## Estimating the surface energy of a metal on paper

**Question**

I work with thin metal films and am looking at these computed values for (111) faces:

fcc type, space group Fm-3m (225); groups 8 to 12. Plane-wave PAW slab cut from the relaxed bulk along the Miller plane (conventional), before and after relaxing. Ansatz 0.2.0, plane-wave PAW, scalar-relativistic; functional PBE; cutoff 420 eV; repeated along the normal with a dipole correction; facet (1 1 1). K mesh: by cell, such as 12×12×1 and 15×15×1. Smearing width: 0.1 eV.

```tsv
element	Z	valence electrons	volume per atom (Å³)	shortest distance (Å)	planes	slab thickness as cut	spin	surface energy relaxed (J/m²)	surface energy unrelaxed (J/m²)	surface area (Å²)
Ni	28	10	10.89	2.488	6	10.16 Å	collinear	1.952	1.960	5.36
Cu	29	11	11.96	2.567	6	10.48 Å	none	1.347	1.349	5.71
Rh	45	9	14.05	2.708	6	11.06 Å	none	2.044	2.065	6.35
Ir	77	9	14.50	2.737	5	8.94 Å	none	2.311	2.345	6.49
Pt	78	10	15.65	2.807	5	9.17 Å	none	1.493	1.502	6.83
```

Iridium's surface costs far more than copper's. Nickel and platinum sit in the same group of the periodic table, yet platinum's value is about a quarter lower. Can I estimate such numbers on paper from handbook data, and when should I distrust the result? I would also like to know whether the estimate is good enough to judge copper on a metal liner.

**Answer**

You can, with two handbook quantities: the cohesive energy, which is the energy needed to pull the solid apart into free atoms, and the distance between nearest neighbours. For four of your five metals the estimate comes within 10 % of the computed value. For platinum it is 23 % too high, and that failure is as useful to know as the successes.

**What a surface atom loses**

An atom inside an fcc crystal has 12 nearest neighbours. In a (111) face it keeps 9. The surface energy is the price of the three lost neighbours, so the question is how much of the cohesive energy $E$ goes with them.

Two limiting cases enclose the answer. If each bond had a fixed strength, losing 3 of 12 neighbours would cost a quarter of $E$. If an atom had a fixed amount of bonding to share among whatever neighbours it has, the loss would cost nothing. Metals lie in between: when some bonds are cut, the remaining ones grow stronger, but not enough to make up for the loss.

A simpler system shows how this happens. Take one atom with a single s orbital, coupled with strength $t$ to $z$ neighbours that have the same orbital at the same energy and do not couple to each other. Only one combination of the neighbour orbitals, their sum divided by $\sqrt z$, can mix with the central orbital. The coupling to it is $zt/\sqrt z=\sqrt z\,t$, so the bonding level is lowered in proportion to $\sqrt z$, not to $z$.

A crystal is not such a star, because its neighbours also bond to one another and its levels spread into bands. What carries over is that the width of a d band grows roughly as $\sqrt z$, and the bonding from a partly filled d band grows with that width. For copper, whose d band is full, the argument is weaker, and the square root is a plausible form rather than a derived one. If we let the whole cohesive energy follow it, a surface atom loses the fraction

$$1-\sqrt{9/12}=0.134 .$$

**From one atom to an area**

Surface energy is counted per area, so the size of the atoms matters too. Each atom in a (111) face covers $A=\frac{\sqrt3}{2}d^2$, where $d$ is the shortest distance in the table and $A$ is the surface area listed there. Since 1 eV/Å² is 16.0 J/m², the surface energy $\gamma$ becomes

$$\gamma\approx16.0\times\frac{0.134\,E}{\frac{\sqrt3}{2}d^2}\approx2.5\,\frac{E}{d^2},$$

with $\gamma$ in J/m², $E$ in eV per atom and $d$ in Å. The factor 2.5 comes from counting neighbours and converting units, and was not adjusted to your table.

The cohesive energies are not in the table. I use rough recalled measured values: 4.4 eV for Ni, 3.5 for Cu, 5.8 for Rh, 6.9 for Ir and 5.8 for Pt.

**Two metals worked out**

For rhodium, $d$ is 2.708 Å, so $d^2$ is 7.33 Å². The estimate is

$$\gamma\approx\frac{2.5\times5.8}{7.33}=1.98\ \text{J/m}^2 .$$

The computed value for the relaxed surface, which I use throughout, is 2.04 J/m², about 3 % higher.

Platinum has nearly the same cohesive energy, but its atoms are slightly further apart, with $d^2=7.88$ Å². The same steps give

$$\gamma\approx\frac{2.5\times5.8}{7.88}=1.84\ \text{J/m}^2 .$$

The computed value is only 1.49 J/m². The rule expects platinum to lie a little below rhodium, whereas the calculation puts it far below.

**What the estimate gets right**

The rule explains why iridium is at the top and copper at the bottom: one has the strongest cohesion of the five, the other the weakest. It also tells you what to expect along a row of the periodic table from group 9 to group 11. The added electrons go largely into the upper, antibonding part of the d band until it is full, so cohesion weakens and the atoms move apart, and both changes lower the surface energy. The steps from Ir to Pt and from Ni to Cu go this way.

Over all five metals the typical (root-mean-square) miss is 0.18 J/m², half of what you would get by guessing the average of the table for every metal. The fixed-bond picture, with its loss of a quarter, does much worse. It is 68 % too high for nickel and more than a factor of two too high for platinum. A useful estimate therefore needs a loss well below a quarter, which is what a strengthening of the remaining bonds would give.

You can also ask the table which fraction it prefers. A least-squares fit of the surface energy per atom, taken as proportional to $E$ for all five metals, gives 0.132 ± 0.007. That supports the size of the fraction but does not prove the square-root law. The law leaves out the repulsion between neighbouring atoms, which is also relieved at a surface. Including it in this simple model would lower the estimate, so part of the agreement must come from errors that cancel.

**Why nickel and platinum mislead**

Most of the difference you noticed between these two is a matter of area. Multiplying each surface energy by the area per atom gives 0.65 eV per surface atom for nickel and 0.64 eV for platinum, which is practically the same. Platinum's larger atoms spread that cost over more surface.

The rule misses this because platinum has the larger cohesive energy. It expects a higher cost per atom, enough to outweigh the larger area, and so puts platinum slightly above nickel. The calculation puts it clearly below.

Why platinum's surface is so cheap for its cohesion remains open here. One possible reason is that cohesive energy is measured from the free atom, whose own electronic energy has no part in making a surface. Another is that the rule sets a measured cohesion against a PBE surface energy, and the error of PBE need not be the same for every metal. The table tests neither idea.

**Is it good enough for copper on a liner?**

A copper film tends to spread over a liner if the copper surface and the new interface together cost less than the bare liner surface. A large gap between liner and copper therefore favours a continuous film in an interconnect. For rhodium the computed gap is 0.70 J/m² and the rule gives 0.65, so here the estimate shows the clear margin correctly.

For platinum the computed gap is only 0.15 J/m², while the rule promises 0.51. A paper estimate would make platinum look like a much safer choice than the calculation does, and the estimate alone cannot tell you whether a new metal will behave like rhodium or like platinum. Use it to pick candidates, then compute them. In either case you still need the interface energy, and the liner must be clean, since adsorbed oxygen can change the balance.

**Where to stop trusting it**

In this table the miss is below 10 % for four metals and 23 % for the fifth, but other fcc metals can do worse. For gold, platinum's neighbour, the rule is expected to come out much too high. Do not use it to rank metals whose estimates lie closer together than about 0.5 J/m². The misses for nickel and platinum have opposite signs and together already amount to that much. The almost exact result for iridium is no sign of greater precision. Changing the bulk calculation used as reference moves its computed value by about 0.03 J/m², more than the miss itself.

These errors are measured against a PBE calculation, not against experiment, and PBE usually gives surface energies of such metals that are too low. The slabs are five or six atomic planes thick, and no thicker ones are available to show how much the values would still change. As cut, all of them carry a warning that the exchange-correlation potential is rough where the density is thin. Of the relaxed slabs, whose energies I use, only copper's carries it. Relaxing also kept each slab's symmetry, so a rearrangement of the surface that breaks it would have been missed. Platinum, the outlier, was also run on a coarser k mesh than the others, 12×12×1 against 15×15×1 for the slabs. The data makers' tests on other systems mark such a mesh as coarse, but none of platinum's own runs warns of it.

What does carry a mesh warning is the bulk run used as reference for platinum, and likewise for nickel and copper: the k mesh lowers the crystal's symmetry there. Changing to a bulk run without that warning moves platinum's value down by only about 0.02 J/m², far less than its miss, and nickel's hardly at all. Copper's moves up by about 0.02 J/m², so platinum's small gap to copper would shrink from 0.15 to about 0.10 J/m². No platinum slab with a finer mesh is available as a check.

The test covers only five fcc metals from groups 9 to 11, and they are a selection: failed runs and some with graver warnings were left out of the data. The factor 2.5 also belongs to the (111) face alone. On a (100) face an atom keeps 8 neighbours and covers a different area, so both parts of the derivation would have to be redone, and your table cannot tell you how well the result would work.
